\section*{Powell symmetric Broyden and Bofill updates for saddle-point searches}

A transition-state search needs a Hessian with one negative eigenvalue. We compute or guess it once and then repair it from the gradients that the search produces anyway. I shall derive two repair formulas, say where they stop being reliable, and run them on a model of the umbrella inversion of ammonia, a process gas of nitride deposition.

\subsection*{Premises}

The energy $V(x)$ is a twice continuously differentiable function of $n$ independent coordinates, with gradient $g$ and Hessian $H$, the symmetric matrix of ordinary second partial derivatives. Energies are in hartree, lengths in bohr, angles in radians. The dot product $u\cdot v=u^Tv$ is taken on the bare numbers in these units. That is a convention, and it will have consequences. The Frobenius product of symmetric matrices is $\mathrm{tr}(AC)$, with norm $\|A\|^2=\mathrm{tr}(A^2)$, the sum of the squared elements.

We hold a symmetric estimate $B$, step from $x$ to $x+s$ with $s\neq0$, and record $y=g(x+s)-g(x)$. Integrating $\frac{d}{dt}g(x+ts)=H(x+ts)\,s$ from 0 to 1 gives
\begin{equation}\label{sec}
y=\bar H s,\qquad \bar H=\int_0^1 H(x+ts)\,dt .
\end{equation}
This is exact, and it is all the step tells us: the action of the averaged Hessian on one vector. We ask the new estimate $B_+=B+E$ to act likewise, $B_+s=y$. In terms of the correction, this secant condition reads
\begin{equation}\label{con}
Es=\xi,\qquad E=E^T,\qquad \xi=y-Bs=\Delta s,\qquad \Delta=\bar H-B .
\end{equation}
These are $n$ linear conditions on $n(n+1)/2$ unknowns.

\subsection*{All symmetric solutions, and the smallest}

Let $\hat s=s/|s|$ and $P=1-\hat s\hat s^T$, so that $P^2=P=P^T$ and $Ps=0$. Multiplying out $PEP$ and rearranging gives, for any symmetric $E$,
\begin{equation}
E=PEP+(E\hat s)\hat s^T+\hat s(E\hat s)^T-(\hat s^TE\hat s)\,\hat s\hat s^T .
\end{equation}
Condition \eqref{con} fixes $E\hat s=\xi/|s|$ and $\hat s^TE\hat s=\xi\cdot s/|s|^2$, and so the last three terms. Call their sum
\begin{equation}\label{psb}
E_{\rm PSB}=\frac{\xi s^T+s\xi^T}{s\cdot s}-\frac{(\xi\cdot s)\,ss^T}{(s\cdot s)^2}.
\end{equation}
It is itself a solution: applied to $s$, the first term gives $\xi+s(\xi\cdot s)/(s\cdot s)$ and the second removes $s(\xi\cdot s)/(s\cdot s)$. Conversely, adding $PZP$ with any symmetric $Z$ keeps the condition, since $Ps=0$. The general solution is $E_{\rm PSB}+PZP$.

Every term of \eqref{psb} has $s$ on its left or $s^T$ on its right, so $PE_{\rm PSB}P=0$. By cyclicity of the trace, $\mathrm{tr}(E_{\rm PSB}PZP)=\mathrm{tr}(PE_{\rm PSB}PZ)=0$, and hence
\begin{equation}\label{pyth}
\|E\|^2=\|E_{\rm PSB}\|^2+\|PZP\|^2 .
\end{equation}
The minimum is reached if and only if $PZP=0$. So \eqref{psb} is the unique symmetric secant update of least Frobenius norm, the Powell symmetric Broyden (PSB) update of 1970.

Now split the residual along and across the step:
\begin{equation}
\xi=a\hat s+w,\quad a=\xi\cdot\hat s,\quad w=P\xi,\quad
\phi=\frac{(\xi\cdot s)^2}{|\xi|^2|s|^2},\quad \eta=\frac{|\xi|}{|s|}.
\end{equation}
Here $\phi$ is the squared cosine of the angle between $\xi$ and $s$, so $0\le\phi\le1$, $a^2=\phi|\xi|^2$ and $|w|^2=(1-\phi)|\xi|^2$. Inserting the split in \eqref{psb}, the first term gives $(2a\hat s\hat s^T+w\hat s^T+\hat sw^T)/|s|$ and the second $-a\hat s\hat s^T/|s|$:
\begin{equation}\label{split}
E_{\rm PSB}=\frac{a\hat s\hat s^T+w\hat s^T+\hat sw^T}{|s|},\qquad
\|E_{\rm PSB}\|^2=\frac{a^2+2|w|^2}{|s|^2}=(2-\phi)\,\eta^2 .
\end{equation}

\textbf{Question.} Where is Broyden in this?

Broyden's unsymmetric correction $\xi s^T/(s\cdot s)$ satisfies the secant condition. Keep its symmetric half, $(\xi s^T+s\xi^T)/(2s\cdot s)$. On $s$ that gives $(\xi+a\hat s)/2$ and leaves the residual $w/2$. Repeat with the residual. A residual $v$ orthogonal to $s$ contributes $(vs^T+sv^T)/(2s\cdot s)$ and leaves $v/2$, so the residuals are $w/2,\,w/4,\dots$, which sum to $w$. The first round gave $[a\hat s\hat s^T+\frac12(w\hat s^T+\hat sw^T)]/|s|$, the later rounds add $\frac12(w\hat s^T+\hat sw^T)/|s|$, and the total is \eqref{split}.

\textbf{Question.} Least change sounds like an aesthetic rule. Does it bring $B$ closer to the Hessian?

Closer to $\bar H$, or at worst no farther. By \eqref{con}, $\Delta$ is itself a symmetric solution of $Es=\xi$, so $\Delta=E_{\rm PSB}+P\Delta P$. Therefore
\begin{equation}\label{err}
\bar H-B_+=P\Delta P,\qquad \|\bar H-B_+\|^2=\|\Delta\|^2-(2-\phi)\eta^2 .
\end{equation}
PSB removes the row and column of the error that belong to $\hat s$ and leaves the rest untouched. No sign of any eigenvalue was assumed.

\subsection*{The rank-one update}

A symmetric matrix of rank one is $\sigma vv^T$. The condition $\sigma v(v\cdot s)=\xi$ forces $v$ parallel to $\xi$; absorb the factor in $\sigma$, and $\sigma\,\xi\cdot s=1$. This is the symmetric rank-one (SR1) or Murtagh--Sargent update. With $\xi\cdot s=a|s|$ and $\xi\xi^T=a^2\hat s\hat s^T+a(w\hat s^T+\hat sw^T)+ww^T$, comparison with \eqref{split} gives
\begin{equation}\label{sr1}
E_{\rm SR1}=\frac{\xi\xi^T}{\xi\cdot s}=E_{\rm PSB}+\frac{ww^T}{\xi\cdot s}.
\end{equation}
So SR1 is PSB plus a guess for the unprobed block $P\Delta P$. The guess is exact when the error has rank one: if $\Delta=\delta vv^T$ and $v\cdot s\neq0$, then $\xi=\delta v(v\cdot s)$, $\xi\cdot s=\delta(v\cdot s)^2$ and $E_{\rm SR1}=\Delta$. SR1 also has a memory on a quadratic surface, where $\bar H=H$ for all steps. If an earlier step $s'$ obeys $\Delta s'=0$, then $\xi\cdot s'=s^T\Delta s'=0$ and $E_{\rm SR1}s'=0$, so the old secant condition survives. After $n$ independent steps $B$ agrees with $H$ on a basis and equals it, provided no denominator vanished. PSB gives $E_{\rm PSB}s'=(s\cdot s')[\xi/(s\cdot s)-(\xi\cdot s)s/(s\cdot s)^2]$ and in general remembers only orthogonal steps.

The price is the denominator. Since $\|\xi\xi^T\|=|\xi|^2$, we have $\|E_{\rm SR1}\|^2=\eta^2/\phi$, unbounded as $\phi\to0$. And $\xi\cdot s=s^T\Delta s$ vanishes on a whole cone of steps whenever $\Delta$ is indefinite, while $\xi$ need not vanish there. On that cone no symmetric rank-one solution exists.

\subsection*{The Bofill mixture}

Bofill (1994) weighted the two updates with the squared cosine:
\begin{equation}\label{bof}
E_{\rm B}=\phi E_{\rm SR1}+(1-\phi)E_{\rm PSB}.
\end{equation}
Some authors call $1-\phi$ the mixing parameter; the matrix is the same. Three properties follow.

First, the secant condition. Both parts are symmetric and map $s$ to $\xi$, and the weights sum to one, so $E_{\rm B}s=\xi$.

Second, the denominator. One of the two factors $\xi\cdot s$ in $\phi$ cancels it. With \eqref{sr1},
\begin{equation}\label{can}
\phi E_{\rm SR1}=\frac{(\xi\cdot s)\,\xi\xi^T}{|\xi|^2|s|^2},\qquad
E_{\rm B}=E_{\rm PSB}+\frac{(\xi\cdot s)\,ww^T}{|\xi|^2|s|^2}.
\end{equation}
This is the form to program, since it never divides by $\xi\cdot s$. The added term has norm $|\xi\cdot s|\,|w|^2/(|\xi|^2|s|^2)=\sqrt\phi\,(1-\phi)\,\eta$. Its square has the derivative $(1-\phi)(1-3\phi)\eta^2$, so the norm is largest at $\phi=1/3$, where it is $2\eta/(3\sqrt3)=0.385\,\eta$. The term is of the form $PZP$, so \eqref{pyth} applies:
\begin{equation}\label{nb}
\|E_{\rm B}\|^2=[\,2-\phi+\phi(1-\phi)^2\,]\eta^2=(2-2\phi^2+\phi^3)\,\eta^2 .
\end{equation}
The bracket has derivative $\phi(3\phi-4)\le0$ and falls from 2 to 1, so $\eta\le\|E_{\rm B}\|\le\sqrt2\,\eta$. The bound also settles $\xi=0$, where $\phi$ is undefined: the update tends to zero and is set to zero. At $\phi=0$ the mixture is PSB, and at $\phi=1$ we have $w=0$ and all three updates coincide.

Third, the signs. The secant condition gives $s^TB_+s=y\cdot s$, of either sign, and the only denominators are $|s|^2$ and $|\xi|^2$. A step along negative mean curvature makes $B_+$ negative in that direction. On the orthonormal pair $\hat s$, $w/|w|$ the update is
\begin{equation}
E_{\rm B}=\frac1{|s|}\begin{pmatrix}a&|w|\\ |w|&a|w|^2/|\xi|^2\end{pmatrix},
\qquad \det=-(1-\phi)\frac{|w|^2}{|s|^2},
\end{equation}
and it vanishes on the orthogonal complement. For $\phi<1$ it has one positive eigenvalue, with eigenvector $v_+$, and one negative; for $\phi=1$ it has rank one. If $B$ is negative definite on a subspace of dimension $m$, then on the part of it orthogonal to $v_+$, of dimension at least $m-1$, the update adds nothing positive and $B_+$ stays negative definite. The same argument run from $B_+$ to $B$ with $-E_{\rm B}$ bounds the gain. The number of negative eigenvalues changes by at most one per step, either way.

\textbf{Question.} So a first-order saddle structure is not preserved?

It is allowed, not enforced. The count may go from one to zero or two. The step rule has to diagonalise $B$, go uphill along the chosen mode, downhill along the others, and respect a trust radius.

\textbf{Question.} Why not BFGS?

Its correction is $yy^T/(y\cdot s)-Bss^TB/(s^TBs)$. It is used because it keeps $B$ positive definite when $y\cdot s>0$, which is the wrong goal here. With an indefinite Hessian either denominator can pass through zero at a perfectly good step.

\textbf{Question.} Does the mixture keep the monotone error of PSB?

No. From \eqref{err} and \eqref{can}, $\bar H-B_+=P\Delta P-\phi\,ww^T/(\xi\cdot s)$. Squaring, and using $Pw=w$,
\begin{equation}
\|\bar H-B_+\|^2=\|P\Delta P\|^2-2\phi\,\frac{w^T\Delta w}{s^T\Delta s}+\phi(1-\phi)^2\eta^2 .
\end{equation}
If $\Delta$ is definite the cross term lowers the error. If it is indefinite the cross term can have either sign, and all we have is $\|\bar H-B_+\|\le\|P\Delta P\|+0.385\,\eta$. The memory of SR1 is lost too for $\phi<1$. The weight $\phi$ is a heuristic choice with provable boundedness, not the solution of the least-change problem.

\subsection*{The metric}

\textbf{Question.} You add bohr squared to radians squared in $s\cdot s$.

Yes, and this is the convention I flagged. Take a positive definite $M$ and minimise $\|M^{-1/2}EM^{-1/2}\|$. The variables $\tilde E=M^{-1/2}EM^{-1/2}$, $\tilde s=M^{1/2}s$, $\tilde\xi=M^{-1/2}\xi$ obey $\tilde E\tilde s=\tilde\xi$, so \eqref{psb} holds for them. Multiply by $M^{1/2}$ on both sides, use $\tilde\xi\cdot\tilde s=\xi\cdot s$, and put $z=Ms$:
\begin{equation}\label{met}
E_M=\frac{\xi z^T+z\xi^T}{z\cdot s}-\frac{(\xi\cdot s)\,zz^T}{(z\cdot s)^2},\qquad
\phi_M=\frac{(\xi\cdot s)^2}{(\xi^TM^{-1}\xi)(s^TMs)} .
\end{equation}
A change of units $x'=Dx$ with diagonal $D$ sends $s\to Ds$, $\xi\to D^{-1}\xi$, $B\to D^{-1}BD^{-1}$, which is the case $M=D^2$. SR1 is unaffected, since $\xi\xi^T$ transforms as $B$ does and $\xi\cdot s$ is invariant. PSB and $\phi$ are invariant only under orthogonal transformations and a common rescaling of all coordinates.

\subsection*{Range of validity}

The algebra, \eqref{psb} to \eqref{met}, is exact for any $s\neq0$. Its usefulness has five limits.

(i) The update aims at $\bar H$, not at $H(x+s)$. If $\|H(u)-H(v)\|\le L|u-v|$, then $\|H(x+s)-\bar H\|\le\int_0^1L(1-t)|s|\,dt=L|s|/2$. Long steps leave a lag of first order in $|s|$.

(ii) PSB is linear in $\xi$, so by \eqref{split} an error $\delta y$ changes it by at most $\sqrt2|\delta y|/|s|$. With an assumed gradient noise of norm $10^{-5}$ at each end, $|\delta y|\le2\times10^{-5}$, and a step of $10^{-3}$ admits a change of 0.028 in atomic units. Very short steps should not update $B$, and $V$ must stay on one smooth SCF solution.

(iii) The coordinates must be one fixed, non-singular chart over the whole search, sensibly scaled. In a redundant set, $s$, $y$ and $B$ must first be projected on the locally independent subspace, which itself turns from step to step.

(iv) Directions outside the span of $s$ and $\xi$ are not changed. If the steps keep a point-group symmetry and $B$ respects it, $s$ and $\xi$ are totally symmetric in that group and the other blocks of $B$ are never revised. The order of the final stationary point needs a computed Hessian.

(v) Nothing fixes the number of negative eigenvalues. The update costs of order $n^2$ operations, the diagonalisation of order $n^3$.

\subsection*{Ammonia}

Keep $C_{3v}$ symmetry. Let $\theta$ be the signed angle between each N--H bond and the plane normal to the threefold axis, and $q=(\Delta r_1+\Delta r_2+\Delta r_3)/\sqrt3$, measured from the planar saddle. The bond unit vectors have azimuths $120^\circ$ apart, so the HNH angle obeys $\cos\alpha=-\frac12\cos^2\theta+\sin^2\theta=1-\frac32\cos^2\theta$. It is even in $\theta$ and $d\alpha/d\theta=0$ at planarity, so $\alpha$ is a singular coordinate there, in the sense of limit (iii), and $\theta$ is not. The model is
\begin{equation}
V=V_0\left(\frac{\theta^2}{\theta_0^2}-1\right)^2+\frac k2u^2,\qquad u=q-b\theta^2 ,
\end{equation}
\begin{equation}
g_q=ku,\qquad g_\theta=-\frac{4V_0\theta}{\theta_0^2}+\frac{4V_0\theta^3}{\theta_0^4}-2bk\theta u ,
\end{equation}
\begin{equation}
H_{qq}=k,\quad H_{q\theta}=-2bk\theta,\quad
H_{\theta\theta}=-\frac{4V_0}{\theta_0^2}+\frac{12V_0\theta^2}{\theta_0^4}-2bku+4b^2k\theta^2 .
\end{equation}
The assumed inputs, chosen to reproduce typical values of the barrier, the pyramidal angle, the stretch stiffness and the bond shortening at planarity, are $V_0=0.0080$ hartree (1756 cm$^{-1}$), $\theta_0=0.40$ rad ($\alpha=105.8^\circ$), $k=0.45$ hartree/bohr$^2$ (7.0 aJ/\AA$^2$) and $b=0.35$ bohr/rad$^2$, which makes the bond longer at the minimum by $b\theta_0^2/\sqrt3=0.017$ \AA. All results below are the model's. The saddle is at the origin with $H=\mathrm{diag}(0.45,-0.200)$. The starting matrix is the Hessian at the minimum $\theta_0$, positive definite, with $B_{qq}=0.45$, $B_{q\theta}=-0.126$, $B_{\theta\theta}=0.435$. I prescribe two steps, $(q,\theta)=(0.050,0.150)\to(0.010,0.149)\to(0,0.069)$, use $M=1$ in bohr and radians, and carry intermediate values unrounded.

Step one is almost pure stretch, $s=(-0.040,-0.001)$. In units of $10^{-3}$, $y=(-17.953,\,2.002)$, $Bs=(-17.874,\,4.605)$ and $\xi=(-0.079,\,-2.603)$. The residual points along $\theta$ and the step along $q$: $\xi\cdot s=5.76\times10^{-6}$, $\phi=0.0031$, $\eta=0.0651$.
\begin{center}
\begin{tabular}{lrrrr}
 & $B_{qq}$ & $B_{q\theta}$ & $B_{\theta\theta}$ & $\|E\|$\\
SR1 & 0.451 & $-0.090$ & 1.612 & 1.177\\
PSB & 0.450 & $-0.061$ & 0.439 & 0.092\\
Bofill & 0.450 & $-0.061$ & 0.442 & 0.092\\
$H$ at the new point & 0.450 & $-0.047$ & $-0.113$ & \\
\end{tabular}
\end{center}
SR1 moves the umbrella element far in the wrong direction on almost no evidence. For an exactly pure stretch, $\xi_q=0$ and $s_\theta=0$ make $\xi\cdot s$ vanish and SR1 does not exist. The mixture corrects the coupling and leaves the unprobed element nearly alone. With $\theta$ entered in degrees, \eqref{met} gives $\phi=0.82$, and the same data yield a Bofill element $B_{\theta\theta}=1.56$ when converted back to radians. The update is still bounded, but in a norm that hardly penalises that element.

Step two starts from the Bofill matrix and probes the umbrella, $s=(-0.010,-0.080)$. In units of $10^{-3}$, $y=(-1.753,\,12.417)$ and $\xi=(-2.138,\,47.175)$. Now $y\cdot s=-9.76\times10^{-4}$ and $\phi=0.97$. The Bofill result is $B_{qq}=0.450$, $B_{q\theta}=-0.034$, $B_{\theta\theta}=-0.151$, with eigenvalues $-0.153$ and $0.452$. One step has created the negative mode. The model Hessian at this point has $H_{q\theta}=-0.022$, $H_{\theta\theta}=-0.181$ and eigenvalues $-0.181$ and $0.451$.

\textbf{Question.} Is the remaining gap a failure of the update?

Along the step it is limit (i). There the matrix has curvature $y\cdot s/|s|^2=-0.150$, as any secant update must, while the end-point value $\hat s^TH\hat s$ is $-0.176$. The lag of 0.026 is 15 per cent of the end-point curvature, so the third decimal describes the arithmetic of the update, not knowledge of the local Hessian.

\textbf{Question.} And had you used SR1 twice?

It recovers, as its memory suggests: $B_{\theta\theta}=-0.151$ as well. The harm lies between the steps, because an optimiser would have chosen its second step from a matrix with 1.612 in that place. With the Bofill matrix, the Newton step $-B^{-1}g$ from $(0,0.069)$ lands at $(-0.005,-0.018)$. It climbs the umbrella mode and overshoots the model's saddle at the origin, because the negative curvature it holds is too weak in magnitude.